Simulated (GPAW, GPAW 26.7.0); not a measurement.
# Be 1s binding energy of beryllium metal: functional, hole spacing and spin in core-hole calculations

## Background

The reference is an X-ray photoemission measurement on a beryllium film laser-ablated onto silicon without nitrogen and measured in situ, from "Beryllium nitride thin film grown by reactive laser ablation" (2001, arXiv:cond-mat/0103504). It puts the 1s line of the metallic state at 111.8 eV. How the energy scale was fixed is not given with the value; we take it as counted from the Fermi level, and a calibration shift would enter our comparison in full.

A handbook value of 111.5 eV, also for the metal against the Fermi level, comes from "Electron binding energies" (2001, X-Ray Data Booklet, Lawrence Berkeley National Laboratory, Table 1-1; from Cardona and Ley (eds.), Photoemission in Solids I (1978)). It is compiled from earlier work, and we suspect that such older entries may lie slightly low for the bulk metal. We use it as a second look, not as the reference.

| compared with | measured | source's wording or label | method |
| --- | --- | --- | --- |
| Be 1s (eV) | 111.8 | Be 1s binding energy, metallic state | XPS * |
| Be 1s (eV) | 111.5 | Be 1s of the metal against the Fermi level | photoemission, handbook table |

Where a quantity has several values, deviations refer to the one marked *.

Conditions are those given with the value in the passage it was taken from; "not stated" means there, and the paper may say more elsewhere. The values are a selection: others may have been left out beforehand as unlike or outlying.

## Strategy

We want the cheapest level of theory that gives the absolute Be 1s binding energy of the metal within 0.3 eV of the reference. Shifts between a metal and its compounds are often an electronvolt or more, so a level good to 0.3 eV would help to assign a line by its absolute position. The target is demanding, since semilocal functionals commonly miss absolute core levels of light atoms by about an electronvolt.

The binding energy is taken as a difference of total energies, with and without a screened 1s hole, the removed electron being kept at the Fermi level. The crystal is hexagonal beryllium in its cell from diffraction, and the atoms stay in place.

Two errors can be foreseen. The hole repeats with the cell, so a small cell holds a dense lattice of interacting holes. A calculation without spin also pairs the remaining 1s electron with itself, as it were, half in each channel, and loses exchange energy, which raises the computed level. We begin with the base cell and the simplest functional, then change the functional, the distance between holes and the treatment of spin one at a time, and check mesh, smearing and cutoff where the verdict needs it.

System: Be (Beryllium); space group P6_3/mmc, 2 atoms in the base cell, measured (COD) cell.

On the selection of runs and values: Besides any runs that a report passes over, these were set aside when the results were gathered: 1 cell relaxed under the stress of an incomplete basis.

## 1. LDA in the two-atom cell

The local density approximation in the base cell is the lightest start. Every second atom carries a hole here, so we expect a rough number that shows the size of the task, probably too high because the hole is spin-paired.

**Run 1.** GPAW 26.7.0: LDA, electron kept at the Fermi level; 2-atom cell, holes 2.3 A apart (mesh 18x18x10, cutoff 420 eV, 2 atoms).

Key lines of the input:
```
atoms = Atoms(['Be', 'Be'],
              cell=[[2.2853, 0.0, 0.0], [-1.14265, 1.979128, 0.0], [0.0, 0.0, 3.5842]],
              scaled_positions=[[0.666667, 0.333333, 0.75], [0.333333, 0.666667, 0.25]],
              pbc=(True, True, True))
params = dict(mode=PW(420),
              xc='LDA',
              kpts={'size': (18, 18, 10), 'gamma': True},
              occupations=FermiDirac(0.08),
              nbands=-8,
              maxiter=200,
              txt='gs.txt')
hole.calc = GPAW(**{**params, 'charge': -1, 'txt': f'hole{i}.txt', 'setups': {**params.get('setups', {}), i: 'hole' + params.get('setups', {}).get(atoms[i].symbol, '')}})
out['levels'][i] = hole.get_potential_energy(force_consistent=True) + hole.calc.get_reference_energy() - e0
```

Command:
```
gpaw-setup -f LDA Be > setup.log
gpaw-setup -f LDA --core-hole=1s,1.0 --name=hole Be > setup.log
OMP_NUM_THREADS=1 mpirun -n 4 gpaw python run.py > run.log
```

Selected lines of the output:
```
Fermi level: 7.187
[energy with the hole less without, eV] Be 1 1s: 114.885
```

Converged; 45 s on 4 cores of Intel Xeon Platinum 8488C (Sapphire Rapids), shared host.

| quantity | run 1 | measured | deviation |
| --- | --- | --- | --- |
| Be 1s (eV) | 114.89 | 111.8 | +3.09 |
| volume an atom (Å³) | 8.105 |  |  |

LDA puts the level 3.09 eV above the reference. The sign agrees with a spin-paired hole, but the close spacing of the holes and the functional enter the same number, and one run cannot separate them.

## 2. PBE in the same cell

We change only the functional, together with the atomic data generated for it. A gradient correction acts strongly on the compact 1s shell, so the level should move noticeably. In a cell this small the run remains cheap, and it gives the starting point from which the distance between holes can be tested with PBE.

**Run 2.** GPAW 26.7.0: PBE, electron kept at the Fermi level; 2-atom cell, holes 2.3 A apart (mesh 18x18x10, cutoff 420 eV, 2 atoms).

Key lines of the input, as changed from run 1:
```diff
  params = dict(mode=PW(420),
-               xc='LDA',
+               xc='PBE',
```

Command:
```
gpaw-setup -f PBE Be > setup.log
gpaw-setup -f PBE --core-hole=1s,1.0 --name=hole Be > setup.log
OMP_NUM_THREADS=1 mpirun -n 4 gpaw python run.py > run.log
```

Selected lines of the output:
```
Fermi level: 7.382
[energy with the hole less without, eV] Be 1 1s: 116.748
```

Converged; 44 s on the same hardware.

| quantity | run 2 | measured | deviation |
| --- | --- | --- | --- |
| Be 1s (eV) | 116.75 | 111.8 | +4.95 |
| volume an atom (Å³) | 8.105 |  |  |

PBE raises the level by 1.86 eV and the miss grows to 4.95 eV. That does not yet count against PBE: the spin-paired hole should push the level up with either functional, and LDA may only lie lower because its own error in the 1s exchange offsets more of this.

## 3. Holes further apart

A cell of eight times the volume, its vectors combined from the original axes into a compact shape, leaves one hole among 16 atoms and moves the holes from 2.3 to 5.3 Å apart. The metal can then screen each hole with electrons from neighbours that are not ionised themselves. We keep PBE, so that the change shows the effect of the hole spacing, with a mesh reduced to suit the larger cell. We expect a clear shift, but not one that removes the whole miss, because the hole is still spin-paired.

**Run 3.** GPAW 26.7.0: PBE, electron kept at the Fermi level; 16-atom cell, holes 5.3 A apart (mesh 8x8x8, cutoff 420 eV, 16 atoms).

Key lines of the input:
```
atoms = Atoms(['Be', 'Be', 'Be', 'Be', 'Be', 'Be', 'Be', 'Be', 'Be', 'Be', 'Be', 'Be', 'Be', 'Be', 'Be', 'Be'],
              cell=[[3.42795, -1.979128, 3.5842], [2.2853, 3.958256, -3.5842], [-3.42795, 1.979128, 3.5842]],
              scaled_positions=[[0.583333, 0.25, 0.416667], [0.083333, 0.25, 0.916667], [0.958333, 0.5, 0.291667], ...],
              pbc=(True, True, True))
params = dict(mode=PW(420),
              xc='PBE',
              kpts={'size': (8, 8, 8), 'gamma': True},
              occupations=FermiDirac(0.08),
              nbands=-12,
              maxiter=200,
              txt='gs.txt')
hole.calc = GPAW(**{**params, 'charge': -1, 'txt': f'hole{i}.txt', 'setups': {**params.get('setups', {}), i: 'hole' + params.get('setups', {}).get(atoms[i].symbol, '')}})
out['levels'][i] = hole.get_potential_energy(force_consistent=True) + hole.calc.get_reference_energy() - e0
```

Selected lines of the output:
```
Free energy:     -59.624540
Fermi level: 7.296
[energy with the hole less without, eV] Be 1 1s: 116.543
```

Converged; 3.1 min on 4 cores of Arm Neoverse V1, shared host.

| quantity | run 3 | measured | deviation |
| --- | --- | --- | --- |
| Be 1s (eV) | 116.54 | 111.8 | +4.74 |
| volume an atom (Å³) | 8.105 |  |  |

The larger cell lowers the level by only 0.21 eV and leaves a miss of 4.74 eV, so the crowding of the holes is not the main error.

The shift may not be purely one of hole spacing. The Fermi level of the undisturbed crystal differs by 0.086 eV between the two PBE runs, although the crystal is the same, which points to the k-point meshes. That is a noticeable part of a 0.3 eV target and will need a test.

## 4. The hole in one spin channel

The missing exchange energy of the unpaired 1s electron is now the leading suspect. A calculation with two spins places the hole in one channel of the core and restores that energy. It requires two sets of bands and so more work than the spin-paired run, but it addresses an error of the right sign, which we expect to amount to several electronvolts. Functional, cell, mesh and cutoff stay as they are.

**Run 4.** GPAW 26.7.0: PBE with two spins, electron kept at the Fermi level; 16-atom cell, holes 5.3 A apart (mesh 8x8x8, cutoff 420 eV, 16 atoms).

Key lines of the input, as changed from run 3:
```diff
  atoms = Atoms(['Be', 'Be', 'Be', 'Be', 'Be', 'Be', 'Be', 'Be', 'Be', 'Be', 'Be', 'Be', 'Be', 'Be', 'Be', 'Be'],
-               pbc=(True, True, True))
+               pbc=(True, True, True),
+               magmoms=[0.1, 0.1, 0.1, 0.1, 0.1, 0.1, 0.1, 0.1, 0.1, 0.1, 0.1, 0.1, 0.1, 0.1, 0.1, 0.1])
  params = dict(mode=PW(420),
-               txt='gs.txt')
+               txt='gs.txt',
+               mixer=MixerDif(0.05, 8, 80))
```

Selected lines of the output:
```
Free energy:     -59.624540
Fermi level: 7.296
[energy with the hole less without, eV] Be 1 1s: 111.759
```

Converged; 9.9 min on 4 cores of Intel Xeon at 2.70GHz, shared host.

| quantity | run 4 | measured | deviation |
| --- | --- | --- | --- |
| Be 1s (eV) | 111.76 | 111.8 | −0.04 |
| volume an atom (Å³) | 8.105 |  |  |

Placing the hole in one spin channel lowers the level by 4.78 eV and brings it to 0.04 eV below the reference. The undisturbed crystal has the same free energy and Fermi level as in the spin-paired run, so it carries no magnetism that could account for the change. The shift comes from the state with the hole, where the unpaired 1s electron regains its exchange energy.

The level is within the target, and it also lies 0.26 eV above the handbook value. Such close agreement is better than semilocal functionals usually give for absolute core levels, and the numerical settings have yet to be examined.

## 5. A denser k-point mesh

The Fermi level moved between the earlier meshes, and the electron is kept at that level, so the mesh comes first. We refine it in the 16-atom cell with the spin-paired hole, which costs less than two spins. The delocalised electrons that the mesh samples are much the same in both treatments, so the shift should be a fair guide to the two-spin level, though not a direct test of it. We expect a change of at most about 0.1 eV.

**Run 5.** GPAW 26.7.0: PBE, another k-point mesh; 16-atom cell, holes 5.3 A apart (mesh 12x12x12, cutoff 420 eV, 16 atoms).

Key lines of the input, as changed from run 3:
```diff
  params = dict(mode=PW(420),
-               kpts={'size': (8, 8, 8), 'gamma': True},
+               kpts={'size': (12, 12, 12), 'gamma': True},
```

Selected lines of the output:
```
Fermi level: 7.279
[energy with the hole less without, eV] Be 1 1s: 116.541
```

Converged; 4.9 min on 4 cores of Intel Xeon 6975P-C (Granite Rapids), shared host.

| quantity | run 5 | measured | deviation |
| --- | --- | --- | --- |
| Be 1s (eV) | 116.54 | 111.8 | +4.74 |
| volume an atom (Å³) | 8.105 |  |  |

The denser mesh moves the spin-paired level by only 0.002 eV, although the Fermi level of the undisturbed crystal falls by 0.017 eV. A shift of the Fermi level therefore does not pass one to one into the binding energy, which is a difference of two free energies. In the 16-atom cell the mesh is not a concern on the scale of the target. Such a test for the two-atom cell is not shown in this report, so the split of its 0.21 eV difference between hole spacing and mesh stays open.

## 6. Cutoff and smearing

Two settings remain that could shift the level in the 16-atom cell: the plane-wave cutoff, because the atom with the hole has a more contracted valence shell than its neighbours, and the electronic smearing, which enters through the entropy term. We raise the cutoff by 30 % in one run and widen the smearing from 0.08 to 0.2 eV in another, each against the spin-paired run on the original mesh. We expect both shifts to stay well below 0.1 eV.

**Run 6.** GPAW 26.7.0: PBE, cutoff at 130 % of the usual; 16-atom cell, holes 5.3 A apart (mesh 8x8x8, cutoff 546 eV, 16 atoms).

Key lines of the input, as changed from run 3:
```diff
- params = dict(mode=PW(420),
+ params = dict(mode=PW(546),
```

Selected lines of the output:
```
Free energy:     -59.670019
[energy with the hole less without, eV] Be 1 1s: 116.539
```

Converged; 3.9 min on 4 cores of Arm Neoverse V1, shared host.

**Run 7.** GPAW 26.7.0: PBE, Fermi-Dirac width 0.2 eV; 16-atom cell, holes 5.3 A apart (mesh 8x8x8, cutoff 420 eV, 16 atoms).

Key lines of the input, as changed from run 3:
```diff
  params = dict(mode=PW(420),
-               occupations=FermiDirac(0.08),
+               occupations=FermiDirac(0.2),
```

Selected lines of the output:
```
[energy with the hole less without, eV] Be 1 1s: 116.495
```

Converged; 2.1 min on 4 cores of Intel Xeon Platinum 8488C (Sapphire Rapids), shared host.

| quantity | run 6 | run 7 | measured |
| --- | --- | --- | --- |
| Be 1s (eV) | 116.54 | 116.50 | 111.8 |
| volume an atom (Å³) | 8.105 | 8.105 |  |

The higher cutoff lowers the level by 0.004 eV. The total free energy of the undisturbed crystal falls by 0.045 eV, so nearly all of the basis error cancels between the states with and without the hole. The wider smearing lowers the level by 0.048 eV, the largest of the three shifts from numerical settings in this cell, yet still small against the target.

These checks were made with the spin-paired hole and carry over to the two-spin level only by argument: the valence electrons, on which mesh, smearing and cutoff act, are treated alike apart from the polarisation that the unpaired core electron induces. The two-spin level lies 0.26 eV inside the limit of the target, several times the largest of these shifts. A cell with the holes further apart than 5.3 Å is not shown in this report, so the remaining interaction between them has no measured size. We end the work here, with PBE and two spins as the level to be judged.

## Results at a glance

| run | settings | Be 1s (eV) | deviation | cost |
| --- | --- | --- | --- | --- |
| 1 | LDA, electron kept at the Fermi level, 2-atom cell, holes 2.3 A apart (mesh 18x18x10, cutoff 420 eV, 2 atoms) | 114.89 | +3.09 | 3 core-min |
| 2 | PBE, electron kept at the Fermi level, 2-atom cell, holes 2.3 A apart (mesh 18x18x10, cutoff 420 eV, 2 atoms) | 116.75 | +4.95 | 3 core-min |
| 3 | PBE, electron kept at the Fermi level, 16-atom cell, holes 5.3 A apart (mesh 8x8x8, cutoff 420 eV, 16 atoms) | 116.54 | +4.74 | 12 core-min |
| 4 | PBE with two spins, electron kept at the Fermi level, 16-atom cell, holes 5.3 A apart (mesh 8x8x8, cutoff 420 eV, 16 atoms) | 111.76 | −0.04 | 40 core-min |
| 5 | PBE, another k-point mesh, 16-atom cell, holes 5.3 A apart (mesh 12x12x12, cutoff 420 eV, 16 atoms) | 116.54 | +4.74 | 20 core-min |
| 6 | PBE, cutoff at 130 % of the usual, 16-atom cell, holes 5.3 A apart (mesh 8x8x8, cutoff 546 eV, 16 atoms) | 116.54 | +4.74 | 16 core-min |
| 7 | PBE, Fermi-Dirac width 0.2 eV, 16-atom cell, holes 5.3 A apart (mesh 8x8x8, cutoff 420 eV, 16 atoms) | 116.50 | +4.70 | 8.5 core-min |
|  | measured | 111.8 |  |  |

Further runs on the same system, made beside this series (convergence steps with loose settings among them):

| further | settings | Be 1s (eV) | deviation | cost |
| --- | --- | --- | --- | --- |
| F1 | PBEsol, electron kept at the Fermi level, 16-atom cell, holes 5.3 A apart (mesh 8x8x8, cutoff 420 eV, 16 atoms) | 115.54 | +3.74 | 10 core-min |
| F2 | PBE, another k-point mesh, 16-atom cell, holes 5.3 A apart (mesh 6x6x6, cutoff 420 eV, 16 atoms) | 116.53 | +4.73 | 6.5 core-min |
| F3 | PBE, cutoff at 65 % of the usual, 16-atom cell, holes 5.3 A apart (mesh 8x8x8, cutoff 273 eV, 16 atoms) | 116.56 | +4.76 | 6.2 core-min |
|  | measured | 111.8 |  |  |

## How well does the simulation do?

PBE with two spins meets the target: it gives 111.76 eV, 0.04 eV below the reference, for 40 core-minutes. The pass depends on the reference being counted from the Fermi level, since a calibration shift would enter in full. Against the handbook value the same result is 0.26 eV too high, still inside 0.3 eV but only narrowly.

The decisive step was to place the hole in one spin channel. It removed 4.78 eV, mainly by restoring the exchange energy of the unpaired 1s electron, so the large correction has a sound physical basis. The remaining 0.04 eV is no measure of PBE's accuracy, because absolute semilocal core levels of light atoms are commonly wrong by about an electronvolt. With the spin-paired hole, PBEsol lies 1.00 eV below PBE, which shows how strongly the level depends on the functional. Some cancellation of errors in the final agreement is therefore likely.

The two-atom runs contributed little to the result. Going to the larger cell lowered the PBE level by 0.21 eV, with the mesh changed as well. In the 16-atom cell, changes of mesh and cutoff, looser settings included, moved the spin-paired level by about 0.02 eV at most, and wider smearing lowered it by 0.05 eV. These checks support the two-spin level only indirectly.

Two questions stay open: how much the holes still interact at 5.3 Å, and how the energy scale of the measurement was set. For absolute Be 1s levels, the two-spin treatment is worth its extra cost; the spin-paired levels miss by several electronvolts.

[Logs are printed without paths, hosts, clocks, repeated set-up lines and the standing remarks that a program may print on its own settings, such as how far it seeks lower states.]

[The runs shown are a pick from a larger set of finished runs; failed, doubtful and other runs were left out of it ahead of writing. So were measured values far from every level or from commonly accepted values, and agreement can look better than it is. Lines of input and output are excerpts and may be shortened.]
